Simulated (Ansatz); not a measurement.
The calculation used DFT PBE, scalar-relativistic, plane waves, PAW (Ansatz). All cells share a 420 eV cutoff and Γ-centred k meshes spaced at most about 0.3 Å⁻¹ (about 0.25 or finer for metals, 2π included). Collinear spin in cells that started with moments and kept them past the coarse steps, no spin elsewhere.

Formation energies are uncorrected and refer to the elements' standard structures at the same level (N₂ as a molecule).

A relaxed structure of InIrC4N4 has 21.84 Å³/atom, +0.53 eV/atom against the elements, no gap on its mesh, a net moment of 0.20 μB/atom:

Space group P-43m (No. 215). a = 6.022 Å, b = 6.022 Å, c = 6.022 Å, α = 90.00°, β = 90.00°, γ = 90.00°
| atom | site | symmetry | x | y | z |
| --- | --- | --- | --- | --- | --- |
| In | 1b | -43m | 0.5000 | 0.5000 | 0.5000 |
| Ir | 1a | -43m | 0.0000 | 0.0000 | 0.0000 |
| C | 4e | .3m | 0.1872 | 0.1872 | 0.1872 |
| N | 4e | .3m | 0.3007 | 0.3007 | 0.3007 |

Question: Predict cell, energy and gap of InRhC4N4 with the same space group and Wyckoff sites.

Answer: InRhC4N4 has a = 6.061 Å: 22.26 Å³/atom, +0.53 eV/atom against the elements, no gap on its mesh, a net moment of 0.20 μB/atom. The volume per atom changes by +1.9 % and the formation energy by +0.01 eV/atom (from unrounded values). Covalent radii: Ir 1.41 Å, Rh 1.42 Å; electronegativities 2.20 and 2.28. Around In lie 4 N at 2.08 Å; Rh is surrounded by 4 C at 1.99 Å; C has 1 N at 1.18 Å and 1 Rh at 1.99 Å; N is surrounded by 1 C at 1.18 Å and 1 In at 2.08 Å.

```cif
data_structure
_symmetry_space_group_name_H-M 'P-43m'
_symmetry_Int_Tables_number 215
_cell_length_a 6.0608
_cell_length_b 6.0608
_cell_length_c 6.0608
_cell_angle_alpha 90.000
_cell_angle_beta 90.000
_cell_angle_gamma 90.000
_cell_volume 222.64
loop_
_atom_site_label
_atom_site_type_symbol
_atom_site_symmetry_multiplicity
_atom_site_Wyckoff_symbol
_atom_site_fract_x
_atom_site_fract_y
_atom_site_fract_z
_atom_site_occupancy
In1 In 1 b 0.50000 0.50000 0.50000 1
Rh1 Rh 1 a 0.00000 0.00000 0.00000 1
C1 C 4 e 0.18928 0.18928 0.18928 1
N1 N 4 e 0.30171 0.30171 0.30171 1
```

The two cells were relaxed from separate starts that ended on the same group and sites; neither need be the stable form of its compound. Spin–orbit coupling, which can matter for Ir, is left out. The reference form of C is held partly by dispersion forces, which this level lacks. Another magnetic order may lie lower. Cells relaxed within their symmetry can be saddle points.

Replacing Ir with Rh expands the framework mainly through the metal-carbon bond, while the C-N and In-N links barely change. The covalent radii, 1.41 and 1.42 Å, are too similar to account for this. The more likely reason is that the more extended 5d orbitals of Ir overlap better with the cyanide carbon than the 4d orbitals of Rh. The nearly equal formation energies don't contradict stronger Ir-C bonding, since Ir metal is also the more cohesive reference.

Counting In as trivalent and cyanide as a monoanion leaves Rh and Ir monovalent and d⁸. In a tetrahedral field this leaves the upper t₂ set partly filled, which fits both the missing gap and a moment close to a spin triplet per formula unit. Monovalent Rh and Ir normally prefer square-planar, low-spin coordination, so the metallic, magnetic state probably reflects the tetrahedral site symmetry rather than an intrinsic tendency of these cyanides. The positive formation energies show that both cells, as computed, are unstable against the elements.
